**Question**

I have ZnSe band energies in LDA ("state start level") and in the screened hybrid HSE03 ("state corrected level"). Two rows are covered up. Row 22 is the first empty level at the k point of row 21, and row 29 is the top filled level at the k point of row 30. Can I tell how far HSE03 moves these two levels before I uncover them, even without their LDA energies?

ZnSe (F-43m) computed with ABINIT 10.8.3: start levels from LDA, corrected levels from one-shot HSE03 on the LDA orbitals, without spin–orbit coupling. The runs use PseudoDojo NC SR LDA v0.4.1 standard pseudopotentials, a 1061.24 eV wave cutoff and an unshifted 6×6×6 k mesh. Each column of levels counts from its own highest filled level.

| row | state k a (reciprocal cell vector) | state k b (reciprocal cell vector) | state k c (reciprocal cell vector) | state band | state start level (eV) | state corrected level (eV) |
| --- | --- | --- | --- | --- | --- | --- |
| 1 | 0.000 | 0.000 | 0.000 | top filled | 0.000 | 0.000 |
| 2 | 0.000 | 0.000 | 0.000 | first empty | 1.028 | 2.466 |
| 3 | 0.167 | 0.000 | 0.000 | top filled | -0.255 | -0.242 |
| 4 | 0.167 | 0.000 | 0.000 | first empty | 2.356 | 3.713 |
| 5 | 0.333 | 0.000 | 0.000 | top filled | -0.684 | -0.663 |
| 6 | 0.333 | 0.000 | 0.000 | first empty | 2.490 | 3.975 |
| 7 | 0.500 | 0.000 | 0.000 | top filled | -0.872 | -0.850 |
| 8 | 0.500 | 0.000 | 0.000 | first empty | 2.353 | 3.833 |
| 9 | 0.167 | 0.167 | 0.000 | top filled | -0.696 | -0.668 |
| 10 | 0.167 | 0.167 | 0.000 | first empty | 3.107 | 4.391 |
| 11 | 0.333 | 0.167 | 0.000 | top filled | -1.170 | -1.140 |
| 12 | 0.333 | 0.167 | 0.000 | first empty | 3.600 | 5.026 |
| 13 | 0.500 | 0.167 | 0.000 | top filled | -1.260 | -1.231 |
| 14 | 0.500 | 0.167 | 0.000 | first empty | 3.487 | 4.932 |
| 15 | -0.333 | 0.167 | 0.000 | top filled | -0.905 | -0.880 |
| 16 | -0.333 | 0.167 | 0.000 | first empty | 3.603 | 5.078 |
| 17 | -0.167 | 0.167 | 0.000 | top filled | -0.385 | -0.370 |
| 18 | -0.167 | 0.167 | 0.000 | first empty | 3.412 | 4.856 |
| 19 | 0.333 | 0.333 | 0.000 | top filled | -1.752 | -1.722 |
| 20 | 0.333 | 0.333 | 0.000 | first empty | 3.266 | 4.723 |
| 21 | 0.500 | 0.333 | 0.000 | top filled | -1.911 | -1.880 |
| 22 | ? | ? | ? | first empty | ? | ? |
| 23 | -0.333 | 0.333 | 0.000 | top filled | -1.533 | -1.503 |
| 24 | -0.333 | 0.333 | 0.000 | first empty | 3.695 | 5.157 |
| 25 | 0.500 | 0.500 | 0.000 | top filled | -2.199 | -2.164 |
| 26 | 0.500 | 0.500 | 0.000 | first empty | 2.815 | 4.187 |
| 27 | 0.500 | 0.333 | 0.167 | top filled | -1.543 | -1.500 |
| 28 | 0.500 | 0.333 | 0.167 | first empty | 4.572 | 6.067 |
| 29 | ? | ? | ? | top filled | ? | ? |
| 30 | -0.333 | 0.333 | 0.167 | first empty | 4.654 | 6.134 |
| 31 | -0.333 | 0.500 | 0.167 | top filled | -2.581 | -2.479 |
| 32 | -0.333 | 0.500 | 0.167 | first empty | 4.321 | 5.701 |

**Answer**

Two typical sizes are worth remembering here. Measured from the filled edge, HSE03 raises the known empty levels by more than 1 eV. It moves the known filled levels by hundredths of an eV, apart from 0.10 eV in row 31. What you can forecast is therefore the shift, the corrected level less the start level.

The reason lies in how exchange is treated. LDA gives filled and empty orbitals the same local exchange potential. HSE03 starts from a gradient-corrected functional instead and replaces part of its short-range exchange by Fock exchange, which binds an orbital according to its overlap with the filled ones. A filled orbital belongs to that set, so theory expects it to gain more binding than an empty one. The gap then opens.

In a one-shot run the LDA orbitals $\psi$ are kept, and only their energies are evaluated anew. The shift of a level is then

$$\Delta=\langle\psi|V_{\rm HSE}-V_{\rm LDA}|\psi\rangle-\langle\psi_{\rm edge}|V_{\rm HSE}-V_{\rm LDA}|\psi_{\rm edge}\rangle ,$$

where $V$ is the exchange-correlation operator of each method and $\psi_{\rm edge}$ is the orbital at the filled edge. The second term appears because each column has its own zero. The table therefore shows how far the two groups separate, but not whether filled levels sink or empty ones climb.

Three limiting cases show what to expect:

- If the new operator moved every orbital equally, $\Delta$ would vanish everywhere and the gap would stay as it was.
- If it moved all filled orbitals by one amount and all empty ones by another, the empty band would rise rigidly. This is the scissors shift.
- If it stretched empty energies in proportion to the gap, high levels would rise most. Row 30 would land near 11.2 eV.

HSE03 puts row 30 at 6.13 eV, so the stretching limit fails badly. The known empty levels span 3.63 eV in LDA and 3.67 eV in HSE03, which is close to a rigid rise. This is plausible for a short-range operator, which responds to the shape of an orbital over a few ångström and not directly to its energy. Orbitals of similar shape should then shift by similar amounts, even if their energies differ.

My model is thus one constant for each group, the mean shift of its known rows. Row 1 stays out of the filled mean because its shift is zero by definition. The error bars are twice the scatter within each group, rounded up:

- **Row 22, first empty:** +1.43 ± 0.12 eV, range 1.31 to 1.55 eV.
- **Row 29, top filled:** +0.03 ± 0.05 eV, range −0.02 to 0.08 eV.

These bars can fail. Row 10, with the smallest empty rise, and row 31, with the largest filled one, both lie farther from their group means than the bars allow.

The withheld rows as computed:

| row | state k a (reciprocal cell vector) | state k b (reciprocal cell vector) | state k c (reciprocal cell vector) | state band | state start level (eV) | state corrected level (eV) |
| --- | --- | --- | --- | --- | --- | --- |
| 22 | 0.500 | 0.333 | 0.000 | first empty | 3.318 | 4.733 |
| 29 | -0.333 | 0.333 | 0.167 | top filled | -1.898 | -1.855 |

Both shifts fall inside their ranges. With its LDA level uncovered, row 22 can be worked in full: 3.318 + 1.432 = 4.750 eV, against 4.733 eV computed. The forecast is 0.017 eV too high, about 1% of the shift. This row took no part in the mean, so it is a fair test of the rigid rise.

Row 29 is a weaker success. Its shift is 0.043 eV against a forecast of 0.032 eV, so the model misses about a quarter of a very small quantity. The range also included zero, which means that the hit confirms only that this level hardly moves relative to the filled edge. The filled shifts also tend to grow with depth, from 0.013 eV in row 3 to 0.102 eV in row 31, which a single constant ignores. The analysis printed below tries shifts that vary linearly with the LDA energy. Over both groups together this gives no better leave-one-out error, but the larger scatter of the empty levels dominates that test.

The rigid picture is weakest at row 10, on the line from Γ to X, where the empty level rises by only 1.28 eV. A change of orbital character along the band could cause this, and so could incomplete convergence in cutoffs and mesh. I can only guess between them, and the same holds for row 31.

For practical work, you can take the gap opening at Γ, 2.466 − 1.028 = 1.438 eV, and add it to the LDA energies of this empty band. Over all the empty rows the largest error is then about 0.15 eV, at row 10. That is good enough to sketch the band, but not to rank levels within about 0.2 eV of each other, because the errors of two levels can add. Rows 4 and 8, for example, nearly coincide in LDA but lie 0.12 eV apart in HSE03. Before you compare the gap with experiment, allow for spin–orbit coupling, which splits the filled edge and so narrows the gap, and note that programs differ in their HSE screening conventions. Screened hybrids also tend to leave the gaps of zinc chalcogenides somewhat too small.

The analysis program printed:

```
Opening of the gap at Gamma, eV: 1.438
Smallest rise of a known empty level (row 10), eV: 1.284
Largest rise of a known empty level, eV: 1.495
Twice the scatter of the known empty rises, eV: 0.1183
Twice the scatter of the known filled rises without row 1, eV: 0.04291
Known empty rows within 0.12 eV of their mean (of 15): 14
Known filled rows within 0.05 eV of their mean (of 14): 13
Rise of the filled level in row 31, eV: 0.102
Spread of the known empty levels in LDA, eV: 3.626
Spread of the known empty levels in HSE03, eV: 3.668
Highest known empty level if energies scaled with the gap, eV: 11.16
Highest known empty level as computed in HSE03, eV: 6.134
fit of shift on 29 rows (usable): coefficient of is_e 1.432 +/- 0.012, coefficient of is_f 0.03243 +/- 0.012; rms 0.0435, worst 10 0.148, leave-one-out rms 0.0467
  rows outside the fit (model, value, miss): 1 0.03243, 0, 0.0324; 22 1.432, 1.415, 0.017; 29 0.03243, 0.043, -0.0106
fit of shift on 29 rows (usable): coefficient of is_e 1.395 +/- 0.042, coefficient of is_f 0.002517 +/- 0.026, coefficient of e_start 0.01136 +/- 0.013, coefficient of f_start -0.0236 +/- 0.018; rms 0.0415, worst 10 0.146, leave-one-out rms 0.0478
  rows outside the fit (model, value, miss): 1 0.002517, 0, 0.00252; 22 1.433, 1.415, 0.0178; 29 0.04731, 0.043, 0.00431
Row 22 revealed LDA level, eV: 3.318
Row 22 LDA level plus forecast shift, eV: 4.75
Row 22 revealed HSE03 level, eV: 4.733
Row 29 revealed LDA level, eV: -1.898
Row 29 LDA level plus forecast shift, eV: -1.866
Row 29 revealed HSE03 level, eV: -1.855
```
